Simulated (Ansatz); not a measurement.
Ligand exchange: BF3 + C2H6CdO → B(OH)F2 + C2H5CdF

Species: BF3 (boron trifluoride) `FB(F)F`, singlet; C2H6CdO `C[CH2][Cd][OH]`, singlet; B(OH)F2 (difluorohydroxyborane), singlet; C2H5CdF `C[CH2][Cd][F]`, singlet. The partners trade F for OH: B–F and Cd–OH bonds give way to B–OH and Cd–F.

Shapes, held fixed at every level: PBE0-D4/def2-TZVP. Programs: Ansatz 0.2.0. The zero-point and thermal change to 298 K, harmonic and unscaled (PBE0-D4/def2-TZVP), is +2.8 kJ/mol.

```csv
level,kind,ΔH(298 K) (kJ/mol),less CCSD(T)/def2-TZVPP
HF/def2-TZVPP,Hartree–Fock,-37.6,-14.0
B3LYP-D4/def2-TZVPP,global hybrid,-33.4,-9.8
wB97M-V/def2-TZVPP,range-separated hybrid,-32.5,-8.9
wB97X-V/def2-TZVPP,range-separated hybrid,-34.0,-10.4
B2PLYP/def2-TZVPP,double hybrid,-29.0,-5.4
MP2/def2-SVP,perturbation theory,-28.8,-5.2
CCSD(T)/def2-SVP,coupled cluster or CI,-31.5,-7.9
CCSD(T)/def2-TZVPP,coupled cluster or CI,-23.6,0.0
```

The highest level, CCSD(T)/def2-TZVPP, gives ΔH(298 K) = -23.6 kJ/mol; the levels span -37.6 to -23.6. The column of differences is taken from that level and isn't an error. No measured value is set beside it here. For atoms past krypton def2 sets carry core potentials with scalar relativity. Outer-core shells of Cd are correlated in most correlated rows, in sets that cover them unevenly. CCSD(T)/def2-TZVPP lies outside the range of all other levels here, so it shouldn't be taken on trust.

Every level makes the exchange exothermic, so the preference for B–OH plus Cd–F over B–F plus Cd–OH is well supported for these isolated molecules, though its size is not. The likely reason is that boron loses little by giving up one fluoride: oxygen is the better π donor into its formally empty p orbital, which offsets much of the loss of a very strong, polar B–F bond. Cadmium has no comparably effective π acceptor orbital, and its more ionic bond favours the smaller, more electronegative fluoride.

Hartree–Fock gives the most negative value, -37.6 kJ/mol, which suggests that correlation favours the reactant side. The three hybrids agree closely, but that doesn't settle the magnitude. Enlarging the basis moves CCSD(T) from -31.5 to -23.6 kJ/mol, a shift larger than the spread among the hybrids, probably reflecting incomplete description of the compact, electron-rich ligands and the cadmium outer core. The result doesn't carry over directly to condensed phases, where alkylcadmium hydroxides and fluorides would tend to associate through bridging ligands.
